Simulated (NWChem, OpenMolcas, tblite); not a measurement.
A ladder of methods for CH6Ge (methyl germane)

CH6Ge: 8 atoms, total charge 0, spin state singlet. SMILES: `[CH3][GeH3]`. The coordinates come from a PBE0-D4/def2-TZVP relaxation.

Quantity: the dipole moment, in D. The values are calculated.

**What was measured.** NIST CCCBDB gives the dipole moment of the gas as 0.64 D.

```
           level                    kind     program  value (D)  computed − measured
        GFN2-xTB          semi-empirical      tblite       1.17                +0.53
    HF/def2-SVPD            Hartree–Fock  OpenMolcas       0.69                +0.05
 SVWN5/def2-SVPD                     LDA  OpenMolcas       0.71                +0.07
  BLYP/def2-SVPD                     GGA  OpenMolcas       0.73                +0.09
r2SCAN/def2-SVPD                meta-GGA      NWChem       0.73                +0.09
 BHLYP/def2-SVPD           global hybrid      NWChem       0.68                +0.04
 wB97X/def2-SVPD  range-separated hybrid      NWChem       0.68                +0.04
```

Nearest: BHLYP/def2-SVPD (+0.04 D), wB97X/def2-SVPD (+0.04 D); farthest: GFN2-xTB (+0.53 D). The measured dipole is a vibrational average, so differences of a few hundredths of a debye mean little. Computed less measured by kind, in D (def2-SVPD rows): semi-empirical +0.53; Hartree–Fock +0.05; LDA +0.07; GGA +0.09; meta-GGA +0.09; global hybrid +0.04; range-separated hybrid +0.04. All-electron rows without a relativistic Hamiltonian named are non-relativistic. Magnitudes only: a small dipole may point the other way at some levels.

Every density functional and Hartree–Fock places the dipole between 0.68 and 0.73 D, slightly above experiment, while GFN2-xTB nearly doubles it. The moment exists because carbon and germanium polarise their surroundings differently. Carbon is the more electronegative of the two and draws density from germanium along the C–Ge bond, while the hydrogens are slightly positive on carbon and hydridic on germanium. The C–Ge bond moment therefore opposes the net contribution of the C–H and Ge–H bonds, and the modest total is what survives this partial cancellation. Such a balance is sensitive to small errors in charge distribution, and the tight-binding outlier probably reflects its minimal valence basis and parametrised electrostatics.

Hartree–Fock already comes close to the measured value, which suggests that correlation has only a small net effect on this moment. The narrow spread among the other levels gives no meaningful ranking of the functionals. Nor does a good total moment show that the individual bond polarities are right, since errors in opposing contributions can offset each other.
